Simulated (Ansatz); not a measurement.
# Ligand exchange: C3H3F3 + ICl → C2F3I + CH3Cl

Species: C3H3F3 `CC(F)=C(F)F`, singlet; ICl (iodine monochloride), singlet; C2F3I (trifluoroiodoethylene) `FC(F)=C(F)I`, singlet; CH3Cl (chloromethane) `CCl`, singlet. The partners trade CH3 for I: C–CH3 and Cl–I bonds give way to C–I and Cl–CH3.

Shapes, held fixed at every level: PBE0-D4/def2-TZVP. Programs: Ansatz 0.2.0. The zero-point and thermal change to 298 K, harmonic and unscaled (PBE0-D4/def2-TZVP), is -2.5 kJ/mol.

| level | kind | ΔH(298 K) (kJ/mol) | less CCSD(T)/def2-TZVPP |
| --- | --- | --- | --- |
| HF/def2-SVP | Hartree–Fock | +55.5 | +26.0 |
| r2SCAN-D4/def2-TZVPP | meta-GGA | +34.7 | +5.2 |
| r2SCAN0-D4/def2-TZVPP | global hybrid | +37.0 | +7.5 |
| wB97M-V/def2-TZVPP | range-separated hybrid | +38.2 | +8.7 |
| MP2/def2-TZVPP | perturbation theory | +20.7 | -8.8 |
| CCSD/def2-TZVPP | coupled cluster or CI | +33.1 | +3.6 |
| CCSD(T)/def2-TZVPP | coupled cluster or CI | +29.5 | 0.0 |

The highest level, CCSD(T)/def2-TZVPP, gives ΔH(298 K) = +29.5 kJ/mol; the levels span +20.7 to +55.5. The column of differences is taken from that level and isn't an error. No measured value is set beside it here. For atoms past krypton def2 sets carry core potentials with scalar relativity. Outer-core shells of I are correlated in most correlated rows, in sets that cover them unevenly.

The exchange is endothermic at every level, and the thermal term of -2.5 kJ/mol is too small to matter, so the cost is electronic. A strong bond between an sp2 carbon and methyl is given up for a much weaker C–I bond, in which the diffuse iodine valence orbitals overlap poorly with carbon. Replacing the weak Cl–I bond with the stronger, polar C–Cl bond of chloromethane recovers much of this loss, but not all of it.

The sign is therefore secure across these methods, while the size is less so. MP2 falls below CCSD(T) and CCSD lies above it, which suggests that second-order theory overestimates the differential correlation favouring the products, with connected triples restoring a modest part of it. The Hartree–Fock excess points the same way, but it also contains the effect of a smaller basis. The three density functionals all lie somewhat above CCSD(T), with or without exact exchange. An unfavourable exchange enthalpy does not rule out reaction between these partners, since ICl can instead add across the C=C bond.
